# $B(T)$ expanded in the anisotropy: HCl as a Stockmayer gas

## The general statement

For rigid molecules in classical statistics,

$$B(T)=-2\pi N_A\int_0^\infty\left\langle e^{-\beta V}-1\right\rangle R^2\,dR,\qquad \beta=1/kT,$$

where $\langle\cdot\rangle$ is the unweighted average over orientations at fixed centre-to-centre distance $R$. Define $V_0(R)=\langle V\rangle$ and $\Delta V=V-V_0$, so that $\langle\Delta V\rangle=0$. Keep $e^{-\beta V_0}$ whole and expand $e^{-\beta\Delta V}$. The linear term averages to zero, which leaves

$$B=B_0-\pi N_A\beta^2\!\int_0^\infty\!\langle\Delta V^2\rangle e^{-\beta V_0}R^2dR+\frac{\pi N_A\beta^3}{3}\!\int_0^\infty\!\langle\Delta V^3\rangle e^{-\beta V_0}R^2dR-\dots$$

$B_0$ is the virial coefficient of $V_0$ alone. The second-order term $B_2$ is never positive. For an atom and a linear molecule, $\Delta V=\sum_{l\ge1}V_l(R)P_l(\cos\theta)$, and orthogonality of the $P_l$ gives $\langle\Delta V^2\rangle=\sum_{l\ge 1} V_l^2/(2l+1)$.

We use Gaussian units: $\mu$ in debye (1 D $=10^{-18}$ esu cm), $\Theta$ in D Å, $B$ in cm$^3$ mol$^{-1}$.

## The model and its exact angular average

Two point dipoles along unit vectors $\mathbf e_1,\mathbf e_2$ sit on a spherical core. With $z$ along the line of centres, $c_i=\cos\theta_i$, $s_i=\sin\theta_i$ and dihedral angle $\phi$,

$$V=V_0(R)-\frac{\mu^2}{R^3}\,g,\qquad g=2c_1c_2-s_1s_2\cos\phi .$$

The Stockmayer gas has $V_0=4\epsilon[(\sigma/R)^{12}-(\sigma/R)^6]$. The still simpler dipolar hard sphere has $V_0=\infty$ for $R<\sigma$ and zero outside.

Write $g=\mathbf e_1\cdot\mathbf a$ with $\mathbf a=3c_2\hat{\mathbf z}-\mathbf e_2$ and $|\mathbf a|^2=1+3c_2^2$. At fixed $\mathbf e_2$ the anisotropy is a single Legendre term, $P_1$ of the angle between $\mathbf e_1$ and $\mathbf a$, with $V_1^2=\mu^4(1+3c_2^2)/R^6$. The Legendre rule gives $V_1^2/3$, and $\langle c_2^2\rangle=1/3$ then gives

$$\langle\Delta V^2\rangle=\frac{2\mu^4}{3R^6}.$$

The same trick works to all orders. With $x=R/\sigma$ and $y=\mu^2/(\sigma^3kT)$,

$$\left\langle e^{\,yg/x^3}\right\rangle=\int_0^1\frac{\sinh w}{w}\,dc,\qquad w=\frac{y}{x^3}\sqrt{1+3c^2}.$$

Since $\sinh w/w=\sum_n w^{2n}/(2n+1)!$ is even, all odd moments of $g$ vanish, and

$$G_n=\langle g^{2n}\rangle=\frac{1}{2n+1}\int_0^1(1+3c^2)^n\,dc:\qquad G_1=\frac23,\quad G_2=\frac{24}{25},\quad G_3=\frac{464}{245}.$$

## Closed form for $B$

Let $b_0=\tfrac{2}{3}\pi N_A\sigma^3$, $B^*=B/b_0$ and $I_k=\int_0^\infty x^{2-k}e^{-\beta V_0}dx$. Then

$$B^*=B_0^*-3\sum_{n\ge1}\frac{G_n\,y^{2n}}{(2n)!}I_{6n}=B_0^*-y^2I_6-\frac{3}{25}y^4I_{12}-\frac{29}{3675}y^6I_{18}-\dots$$

**Hard core.** Here $B_0^*=1$ and $I_k=1/(k-3)$, so

$$B^*=1-\frac{y^2}{3}-\frac{y^4}{75}-\frac{29\,y^6}{55125}-\dots$$

**Lennard-Jones core.** Put $T^*=kT/\epsilon$, $a=4/T^*$ and $u=ax^{-12}$. The Boltzmann factor becomes $e^{-u}e^{\sqrt{au}}$. Expanding the second factor gives gamma functions, and the even and odd powers sum separately to Kummer functions $M={}_1F_1$. For $k>3$ and $s=(k-3)/12$,

$$I_k=\frac{a^{-s}}{12}\left[\Gamma(s)\,M\!\left(s,\tfrac12,\tfrac1{T^*}\right)+\sqrt a\,\Gamma\!\left(s+\tfrac12\right)M\!\left(s+\tfrac12,\tfrac32,\tfrac1{T^*}\right)\right].$$

Integration by parts of $x^{3-k}e^{-\beta V_0}$, and of the Mayer function in $B_0^*$, gives

$$(k-3)I_k=a\,(12I_{k+12}-6I_{k+6}),\qquad B_0^*=a\,(12I_{12}-6I_6).$$

Two numbers, $I_6$ and $I_{12}$, therefore fix every term of the Stockmayer series at a given $T^*$.

## Numbers for HCl

HCl is a process gas in silicon epitaxy. Assumed inputs, typical of Stockmayer sets fitted to viscosity: $\sigma=3.36$ Å, $\epsilon/k=328$ K, $\mu=1.08$ D. We choose $T=328$ K, so $T^*=1$ and $a=4$. Then $\sigma^3=37.93$ Å$^3$, $kT=4.5285\times10^{-14}$ erg, $y=0.6790$ and $b_0=47.84$ cm$^3$ mol$^{-1}$. The radial integrals are $I_6=0.6323$, $I_{12}=0.2633$ and, from the recurrence with $k=6$, $I_{18}=0.1712$.

| order in $\Delta V$ | hard core, $B^*$ | Stockmayer, $B^*$ | Stockmayer, cm$^3$ mol$^{-1}$ |
|---|---|---|---|
| 0 | 1 | $-2.5381$ | $-121.43$ |
| 2 | $-0.1537$ | $-0.2915$ | $-13.95$ |
| 4 | $-0.00283$ | $-0.00672$ | $-0.32$ |
| 6 | $-0.00005$ | $-0.00013$ | $-0.006$ |
| all orders | $0.8434$ | $-2.8364$ | $-135.71$ |

Odd orders are zero. The last row is the unexpanded integral over $R$ and $c$ of the $\sinh w/w$ form. All entries are the model's values, and the digits describe the convergence of the series, nothing more.

## Comparison with the general statement

- **Second order.** Inserting $2\mu^4/(3R^6)$ in the general formula gives $B_2/b_0=-\tfrac32\cdot\tfrac23\,y^2I_6=-y^2I_6$, the $n=1$ term of the exact series.
- **Remainder.** The third-order term vanishes, because reversing one dipole changes the sign of $\Delta V$. The first correction is of fourth order, with $B_4/B_2=\tfrac{3}{25}y^2I_{12}/I_6=0.023$.
- **Bound.** Every dipolar term is negative, so $B_0+B_2=-135.38$ cm$^3$ mol$^{-1}$ lies above the exact $-135.71$. Second order recovers 97.7 % of the dipolar contribution.
- **Role of the core.** The same $y$ and $\sigma$ give a $B_2$ larger by $3I_6=1.90$ for the Lennard-Jones core, since the well raises the weight $e^{-\beta V_0}$ near contact.
- **What an experiment sees.** $B_2$ equals the first-order effect of an isotropic attraction $-\mu^4/(3kTR^6)$. This has the shape of the $R^{-6}$ term in $V_0$, and its coefficient is the fraction $y^2T^*/12=0.038$ of $4\epsilon\sigma^6$. At one temperature $B$ cannot tell the two apart. Only the extra factor $1/T$ does.

## What the Stockmayer model leaves out

**Quadrupole.** Let $\Theta=\sum_i q_ir_i^2P_2(\cos\theta_i)$, with angles from the molecular axis. For a polar molecule $\Theta$ depends on the origin, here the centre of mass. The new interactions are

$$V_{\mu_1\Theta_2}=\frac{3\mu\Theta}{2R^4}\left[c_1(3c_2^2-1)-2c_2s_1s_2\cos\phi\right],$$

its partner $V_{\Theta_1\mu_2}$, which follows by exchanging the labels and reversing the overall sign, and

$$V_{\Theta\Theta}=\frac{3\Theta^2}{4R^5}\left[1-5c_1^2-5c_2^2-15c_1^2c_2^2+2(s_1s_2\cos\phi-4c_1c_2)^2\right].$$

Each averages to zero. Terms of different multipole rank on either molecule are orthogonal, so their mean squares add. Direct averaging gives $\mu^2\Theta^2/R^8$ for each mixed term and $14\Theta^4/(5R^{10})$ for the last:

$$\langle\Delta V^2\rangle=\frac{2\mu^4}{3R^6}+\frac{2\mu^2\Theta^2}{R^8}+\frac{14\,\Theta^4}{5R^{10}}.$$

With $q=\Theta/(\mu\sigma)$ the new terms stand to the dipolar $B_2$ as $3q^2I_8/I_6$ and $\tfrac{21}{5}q^4I_{10}/I_6$. A typical $\Theta=3.8$ D Å gives $q=1.047$. With $I_8=0.4283$ and $I_{10}=0.3257$ the ratios are 2.2 and 2.6, or $-31$ and $-36$ cm$^3$ mol$^{-1}$. Each exceeds the dipole term. The third order also returns, since for instance $\langle V_{\Theta\Theta}^3\rangle=432\,\Theta^6/(245R^{15})$, which enters $B$ with a positive sign.

**Induction.** Each molecule, of polarizability volume $\alpha$, gains $-\tfrac12\alpha\mu^2(1+3c^2)/R^6$ in the field of the other. The pair average is $-2\alpha\mu^2/R^6$. It is nonzero, so it belongs in $V_0$ and acts in first order. Its ratio to the effective dipolar attraction is $6\alpha kT/\mu^2=0.61$ for a typical $\alpha=2.6$ Å$^3$, equivalent to $-8.4$ cm$^3$ mol$^{-1}$.

**Quantum rotation.** At order $\hbar^2$ each rotor of moment of inertia $I$ adds $(\hbar^2\beta^2/24I)\langle|\nabla_\omega V|^2\rangle$ to the pair free energy, whose classical second-order part is $-\beta\langle\Delta V^2\rangle/2$. For a rank-1 function on the unit sphere $\langle|\nabla_\omega V|^2\rangle=2\langle\Delta V^2\rangle$. Two rotors thus multiply $B_2$ by $1-2\theta_r/(3T)$, with $\theta_r=\hbar^2/(2Ik)$. A typical $\theta_r=15$ K gives a reduction of 3 %, about $+0.4$ cm$^3$ mol$^{-1}$, which is as large as $B_4$.

The quadrupolar and induction terms should not simply be added to the table. An $\epsilon$ and $\sigma$ fitted within the Stockmayer form are effective parameters that have already absorbed part of these interactions, and a model that carries $\Theta$ and $\alpha$ explicitly needs its own $V_0$. Within the model, truncation at second order costs 0.33 cm$^3$ mol$^{-1}$, while the omitted quadrupolar terms are each about a hundred times that. For HCl the accuracy of a computed $B(T)$ is limited by which terms are put into $\Delta V$ and $V_0$, far more than by the order at which the dipolar expansion is cut.